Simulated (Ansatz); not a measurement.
## TaRu: energy along a strain

TaRu, Pm-3m, a = 3.187 Å (as given, not relaxed at this level: -11.0 GPa). The structure is a COD entry; whether it is the stable form wasn't checked. Ansatz: PBEsol, PAW, 420 eV, Γ-centred 16×16×16 mesh on 2 atoms, Gaussian smearing 0.15 eV; no spin polarisation. Cell vectors (Å): 3.187 0.000 0.000; 0.000 3.187 0.000; 0.000 0.000 3.187. The cell is strained by x per cent times the pattern (1 1 0 0 0 0) in the order xx yy zz yz xz xy (engineering shears), with fractional coordinates held. y is the free energy over the start, V0 = 16.185 Å³/atom.

| x (%) | y (meV/atom) |
| --- | --- |
| -6.00 | ? |
| -4.50 | -7.33 |
| -3.00 | -27.95 |
| -1.50 | -24.13 |
| 0.00 | 0.00 |
| 1.50 | 41.91 |
| 3.00 | 100.72 |
| 4.50 | 176.02 |
| 5.25 | 219.58 |
| 6.00 | 266.86 |

Task: Fit y = c1 x + c2 x² + c3 x³ to the other rows, get the stiffness along the pattern, and predict the missing energy.

Result: Least squares on the rows shown. y = 21.933 x + 4.1593 x² − 0.069578 x³. The clamped-ion stiffness p·C·p = 2 × 41.59 eV × 160.2 / 16.185 Å³ = 823 GPa (second derivative at the start, which stands under stress). At x = -6.00 the fit asked for gives 33.17 meV/atom. The run gave 42.44 meV/atom, so the fit is 9.27 meV/atom too low, 3.1 % of the span of the series, against an rms of 0.75 meV/atom on the fitted rows. The row lies outside the fitted range. With a term in x⁴ added, a fit to the same known rows predicts 41.11 meV/atom, so most of the miss is curvature that the known rows already hold.

Spin–orbit coupling is left out, which can shift energies with elements as heavy as these.

The energy falls when the cell is compressed in the plane, and the lowest computed point is at -3.00 %. This reflects a starting cell that is too large for this functional. In a cubic crystal the linear term comes only from the change in volume, so the initial slope is no sign of a tetragonal instability. TaRu is known for martensitic transformations from the B2 phase, but this path changes volume and axial ratio together and cannot isolate that tendency.

The high stiffness fits strong d–d bonding, since a group 5 and a group 8 metal together fill mainly the bonding part of the d band. The negative cubic term reflects the usual asymmetry: repulsion rises steeply as atoms approach, while bonding weakens as they separate. Both atoms of the B2 cell sit at inversion centres, which this strain preserves, so internal relaxation would not lower the 823 GPa. That value measures the sum of C11 and C12, not their difference, and so leaves the resistance to tetragonal shear undetermined.
